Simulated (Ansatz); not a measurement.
A series in volume scale on Ho

Results calculated with Ansatz 0.2.0, not measured. Plane-wave DFT, scalar-relativistic PAW made under PBE with cores redone for the functional, no dispersion; the given relaxed cell is scaled uniformly, energy at zero smearing counts from the unscaled cell, pressure at the given Fermi-Dirac smearing is positive in compression.

The cell before it is scaled or strained (space group P6_3/mmc, No. 194):
```
cell vectors (Å)
   3.4353     0.0000     0.0000
  -1.7177     2.9751     0.0000
   0.0000     0.0000     5.5153
atoms (fractions of the cell vectors)
Ho  0.33333  0.66667  0.25000
Ho  0.66667  0.33333  0.75000
```

Settings of every row: spin polarised yes; functional LDA; wave cutoff 420 eV; smearing width 0.05 eV; k mesh 14x14x8.

Atom:
| element | starting moment (Bohr magneton) |
| --- | --- |
| Ho | 3.49 |
| Ho | 3.49 |

Limits: a known weakness of the program can leave such a cell on a higher state; open f shell: the state may not be the lowest; the state may not be the lowest or fully settled.

| row | volume scale | V (Å³/atom) | pressure (GPa) | energy change per atom (meV) | largest site moment (Bohr magneton) |
| --- | --- | --- | --- | --- | --- |
| 1 | 0.88 | 24.802 | ? | ? | ? |
| 2 | 0.92 | 25.929 | 2.66 | 18.43 | 3.5 |
| 3 | 0.96 | 27.057 | 1.22 | 4.39 | 3.49 |
| 4 | 1.04 | 29.312 | -1.08 | 3.74 | 3.49 |
| 5 | 1.08 | 30.439 | -1.98 | 14.48 | 3.49 |
| 6 | 1.12 | 31.566 | -2.73 | 31.12 | 3.48 |

Question: what pressure and energy change per atom should row 1 give?

Worked fit of pressure. Take u = (V_r/V)^(2/3) − 1 with V_r = 29.312 Å³ an atom, which is twice the finite (Eulerian) strain; such expansions in the strain, on which the Birch-Murnaghan equation of state is built, carry the rest volume and the bulk modulus. The shown rows have u = 0.08519, 0.05482, 0, -0.02484, -0.04819. Least squares give pressure = −1.078 + 37.838 × u + 71.49 × u² GPa; a straight line predicts inner rows, each left out in turn, worse (root mean square 0.14 against 0.011 GPa). The rows lie off it by 0.00, 0.01, 0.00, -0.01, 0.01. The withheld row has u = 0.11782, so the fit gives −1.078 + 37.838 × (0.11782) + 71.49 × (0.11782)² = 4.37 GPa.

The calculation gave 4.32 GPa. The fit lies 0.05 GPa (1.2 % of the value, 0.71 % of the column's range) above it; its largest miss of a shown row is 0.01 GPa. This row lies beyond the range of the fit.

Worked fit of energy change per atom. Take u = (V_r/V)^(2/3) − 1 with V_r = 29.312 Å³ an atom, which is twice the finite (Eulerian) strain; such expansions in the strain, on which the Birch-Murnaghan equation of state is built, carry the rest volume and the bulk modulus. The shown rows have u = 0.08519, 0.05482, 0, -0.02484, -0.04819. Least squares give energy change per atom = 3.843 − 297.322 × u + 5519.05 × u² meV; a straight line predicts inner rows, each left out in turn, worse (root mean square 11 against 0.33 meV). The rows lie off it by -0.14, 0.26, -0.10, -0.15, 0.13 (root mean square 0.17 meV). The withheld row has u = 0.11782, so the fit gives 3.843 − 297.322 × (0.11782) + 5519.05 × (0.11782)² = 45.43 meV.

The calculation gave 43.8 meV. The fit lies 1.63 meV (3.7 % of the value, 4.1 % of the column's range) above it; its largest miss of a shown row is 0.26 meV. This row lies beyond the range of the fit.

The other values of row 1: largest site moment 3.5 Bohr magneton.
